**Question**

I have some strain calculations on TiSi₂ in its C49 structure. When a and b are both stretched by 2 % and c is left free, the crystal takes up 8.7 meV/atom. I need the opposite case, with a and b both shortened by 2 %.

TiSi2 under strain (Cmcm, 12-atom cell, a = 3.548, b = 13.561, c = 3.579 Å, 14.35 Å³/atom), from Ansatz 0.2.0 with PBE, scalar-relativistic plane-wave PAW, no spin polarisation, 420 eV cutoff, 10×4×10 k mesh and 0.1 eV Gaussian smearing. Atoms relax within the symmetry; b changes by the same percentage as a. Changes are from the relaxed cell, with energies extrapolated to zero smearing.

```tsv
strain kind	strain (%)	cell freedom	energy change (meV/atom)	volume change (%)	a change (%)	c change (%)
biaxial ab	-2	length and tilt of c free	?	?	?	?
biaxial ab	2	length and tilt of c free	8.7	2.99	2.00	-1.01
isotropic	-4	cell held, all vectors scaled	98.2	-11.53	-4.00	-4.00
isotropic	-2	cell held, all vectors scaled	22.9	-5.88	-2.00	-2.00
isotropic	2	cell held, all vectors scaled	20.2	6.12	2.00	2.00
isotropic	4	cell held, all vectors scaled	75.7	12.49	4.00	4.00
```

Can I simply reverse the signs of the changes in c and volume and keep the energy? If not, how far can the other rows take me? The case I have in mind is a silicide grain whose a and b axes lie in the plane of a film, while c points out of it and is free to adjust.

**Answer**

Reversing the signs is the right start, because a relaxed crystal behaves like a spring for small strains. At 2 %, however, the spring is noticeably uneven. In both isotropic pairs, compression costs more energy than the equal expansion, by 13 % at 2 % strain and by 30 % at 4 %. The usual reason is that the repulsion between atoms rises steeply as they approach, whereas their attraction fades slowly as they part.

Part of this unevenness is only a matter of how strain is counted. Shortening a length by 2 % is a slightly larger step than lengthening it by 2 %, as logarithms show: ln 0.98 is −2.02 %, but ln 1.02 is +1.98 %. Since the energy goes with the square of the strain, this alone makes the compressed side dearer by a factor of (2.02/1.98)² = 1.04. What remains of the isotropic asymmetry, 1.134/1.04 = 1.09, is stiffening as seen on this logarithmic scale. Another measure of strain would divide the two parts differently.

A simple energy law holds both parts:

E = k s² (1 − g v)

Here E is the energy change per atom, s is the logarithmic strain of the imposed axes, and v = ln(V/V₀) is the logarithmic change of the volume V from its relaxed value V₀. The constant k is the stiffness of the spring, and g says how fast it softens as the cell grows. I took k and g from the isotropic ±2 % rows. The law then gives the isotropic ±4 % rows, which were not used, to within 1 % of their computed energies.

For the biaxial case I keep g and take a new k from the +2 % row. This assumes that stiffening depends on volume alone, which the isotropic rows can't test because they never change the shape of the cell.

**How c should respond**

The free axis settles where the stress along it vanishes. If the crystal cared only about its volume, c would shrink by about 4 % when a and b are stretched by 2 %. If the three axes were independent springs, c would not move at all. The known row lies between these limits, with c shrinking by 1.01 %, so the volume still grows.

For the compressed case I keep the ratio of the logarithmic strains. It is ln 0.9899/ln 1.02 = −0.513, and −0.513 × (−2.02 %) = +1.04 %. The c axis should therefore lengthen by 1.04 ± 0.15 %. With a and b fixed, the volume follows: 0.98² × 1.0104 = 0.970, a change of −2.96 ± 0.15 %.

**What it should cost**

Between its two ends, the isotropic ±2 % pair spans about 12 % in volume and stiffens by 9 %. The biaxial pair should span only about 6 %, because just two axes are strained and c works against them. It should therefore stiffen by half as much, a little over 4 %. Together with the factor from counting strain, this gives 8.7 × 1.04 × 1.04 ≈ 9.4 meV/atom.

I put the error bar at ±0.5 meV/atom. It is a judgement, not a statistical result, and it mainly allows for the effect of a change of shape on the stiffness. An exact mirror image would give 8.7 meV/atom, and the full isotropic asymmetry about 9.9.

The calculation gives this:

The withheld rows as computed:

```tsv
strain kind	strain (%)	cell freedom	energy change (meV/atom)	volume change (%)	a change (%)	c change (%)
biaxial ab	-2	length and tilt of c free	9.7	-2.95	-2.00	1.05
```

**What the forecast got right and wrong**

The c axis lengthens by 1.05 %, very close to the forecast of 1.04 %. The volume agrees equally well, but that is no second success, since it follows from c once a and b are set. Over this range, then, the free axis responds almost in proportion to the imposed strain, especially if strain is measured logarithmically.

The energy is 9.7 meV/atom. That lies inside the error bar of the forecast, which is about 0.25 meV/atom, or 3 %, too low. Compression costs 11 % more than stretching, where I had expected 9 %. Copying the isotropic ratio of 1.134 without further thought would have come slightly closer.

One likely weak point is the assumption that only volume matters. In the volume, the lengthening of c cancels part of the shortening of a and b. The uneven part of the energy grows with the cube of the strain, so the two strongly compressed axes should outweigh the mildly stretched one. This explanation comes after the fact, and a single biaxial pair can't confirm it.

It also can't claim the whole miss. The energies in the table are extrapolated to zero smearing, and this correction is larger in the compressed biaxial cell than in the unstrained one. Without it, the two biaxial energies would be 9.5 and 8.6 meV/atom, and the same forecast would miss by only about half as much. No test with another smearing or a denser k mesh is at hand, so that half of the miss may be numerical.

**Why biaxial strain is so much cheaper**

With both signs known, you can average each pair, which removes most of the unevenness. The mean at 2 % is 21.55 meV/atom for isotropic strain and 9.2 for biaxial strain. It is tempting to credit the whole gap to the relaxation of c, but the two cases also differ in what is done to c in the first place.

The two contributions can be separated. Start from the stretched biaxial cell, where c has shrunk by about 1 %, and pull c out to +2 %; the result is the isotropic cell. Because c was free of stress at the start, this last pull of about 3 % simply adds its own spring energy, 21.55 − 9.2 = 12.35 meV/atom. That corresponds to a stiffness along c, with a and b held fixed, of about 300 GPa.

The same spring tells what relaxation is worth. Holding c at its original length means pulling it by only 1 % instead of 3 %, and this costs about 1.4 meV/atom. Biaxial strain is thus cheap mainly because c is not forced to follow the other axes, and only to a small extent because c relaxes. The same reasoning applies if a and c are strained and b is left free: the stiffer the free axis and the more it contracts, the further the energy falls below the isotropic value. The size of that drop needs its own calculation, because b is the long stacking axis and may respond quite differently.

**What this means for your grain**

The averaged biaxial energy also gives the stress in the plane of the film. Divided by the volume of 14.35 Å³ per atom, 9.2 meV is 0.64 meV/Å³, or about 0.10 GPa. Dividing by the square of the strain, 0.02², gives a biaxial modulus of roughly 260 GPa. For small strains, each per cent in the plane therefore brings about 2.6 GPa of stress, averaged over a and b. The two directions don't share it equally: in both strained cells, the computed stress along a is more than a fifth larger than that along b.

Don't replace the grain by an elastically isotropic material with one Young's modulus and one Poisson ratio. A Poisson ratio of 0.20 reproduces the shrinkage of c in the stretched row. Combined with the isotropic +2 % energy, however, it gives 10.1 meV/atom for biaxial stretching, 16 % above the computed 8.7. The crystal is elastically anisotropic, so grains with another axis out of the plane may well carry a different stress at the same strain.

These figures hold for a perfect C49 crystal at zero temperature that keeps its symmetry. For that reason c could change only its length, although the table's label names its tilt as free too. C49 is the metastable phase known from thin films, so they should not be carried over to the stable C54 phase. If a strained cell could lower its energy by breaking its symmetry, these calculations would not have found it. The printed output below lists the forecasts, the misses and the elastic estimates.

Printed output of the fit:

```
Isotropic energy at -2 % over that at +2 %: 1.134
Isotropic energy at -4 % over that at +4 %: 1.297
Model from the 2 % pair, isotropic -4 %, meV/atom: 97.45
Its miss (model less computed), meV/atom: -0.7546
Model from the 2 % pair, isotropic +4 %, meV/atom: 75.81
Its miss (model less computed), meV/atom: 0.1075
Shrinkage of c per unit of biaxial stretch at +2 %: 0.505
Biaxial energy over isotropic energy at +2 %: 0.4307
Biaxial +2 % energy if the solid were elastically isotropic, meV/atom: 10.07
Rival with the full isotropic asymmetry, biaxial -2 %, meV/atom: 9.863
Forecast energy at biaxial -2 % (error bar 0.5), meV/atom: 9.447
Forecast c change at biaxial -2 % (error bar 0.15), %: 1.041
Forecast volume change at biaxial -2 % (error bar 0.15), %: -2.96
Computed energy at biaxial -2 %, meV/atom: 9.7
Energy miss (forecast less computed), meV/atom: -0.2531
Computed c change at biaxial -2 %, %: 1.05
Miss in c change (forecast less computed), percentage points: -0.008974
Computed volume change at biaxial -2 %, %: -2.95
Miss in volume change (forecast less computed), percentage points: -0.0102
Biaxial energy at -2 % over that at +2 %: 1.115
Stiffness along c from the mean energies at 2 %, GPa: 300.4
Harmonic estimate of the energy saved by freeing c at 2 %, meV/atom: 1.427
```
